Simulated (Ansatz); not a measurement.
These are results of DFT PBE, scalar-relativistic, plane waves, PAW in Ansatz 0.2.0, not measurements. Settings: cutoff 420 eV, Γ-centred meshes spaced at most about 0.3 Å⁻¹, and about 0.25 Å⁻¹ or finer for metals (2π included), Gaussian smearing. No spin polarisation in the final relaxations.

All energies are static (0 K, no zero-point motion).

Two forms of LaO4 were relaxed alike.

A.

```xyz
5
Lattice="-2.7765 2.7765 2.7765 2.7765 -2.7765 2.7765 2.7765 2.7765 -2.7765" Properties=species:S:1:pos:R:3 pbc="T T T"
La    0.0000    0.0000    0.0000
O     1.3882   -1.3882    1.3882
O     1.3882    1.3882    1.3882
O     1.3882    1.3882   -1.3882
O    -1.3882    1.3882    1.3882
```

B.

```xyz
5
Lattice="2.3127 1.3352 3.9704 -2.3127 1.3352 3.9704 0.0000 -2.6705 3.9704" Properties=species:S:1:pos:R:3 pbc="T T T"
La    0.0000    0.0000    0.0000
O     0.0000   -1.3352    1.9852
O     1.1563    0.6676    1.9852
O    -1.1563    0.6676    1.9852
O     0.0000    0.0000    5.9556
```

Problem. Which is lower in energy, and by how much?

Solution. B is lower, by 162 meV/atom. A has space group Im-3m (No. 229), 17.1 Å³/atom and no gap on its mesh; B has space group R-3m (No. 166), 14.7 Å³/atom and no gap. Counting O atoms around La (those within 1.25 times the shortest such distance or 1.15 times the sum of covalent radii), A has La 8 and B has La 6. The denser one is the lower, and pressure would at first widen the difference. In A, La has 8 O at 2.40 Å; O has 2 La at 2.40 Å and 6 O at 2.78 Å. In B, La is surrounded by 6 O at 2.39 Å; around O on a site of symmetry 2/m lie 6 O at 2.31 Å and 2 La at 2.39 Å; O on a site of symmetry -3m has 6 O at 2.31 Å (long contacts). Both come from invented guesses. A third cell relaxed alike, in P6/mmm, lies 0.84 eV/atom below the lower of the two.

In Im-3m, R-3m an odd number of electrons in the primitive cell allows no gap without spin; a larger cell or a magnetic state could open one. A magnetic state wasn't ruled out in cells without spin, among them Im-3m, R-3m. Cells relaxed within their symmetry can be saddle points.

B's advantage over A doesn't come from a fuller oxygen shell around La: it has fewer La–O contacts at nearly the same length, and one oxygen in four lies outside the counted shell. What B gains is closer O–O contact, 2.31 Å against 2.78 Å, which suggests that weak, delocalised bonding among electron-poor oxygens contributes, though electrostatics and packing may matter as much.

Both forms share a more basic problem. La can give up only its three valence electrons, far too few to turn four separate oxygens into closed-shell oxide ions. With no O–O distance near that of a peroxide or superoxide, the missing electrons leave holes in the O 2p bands, consistent with the absence of a gap. Pairing oxygens into molecular units would relieve this shortage, and is probably why the P6/mmm cell lies so much lower, though its bonding isn't given. The ordering of A and B is thus one between two unfavourable arrangements, and stability against La2O3 and oxygen gas remains untested.
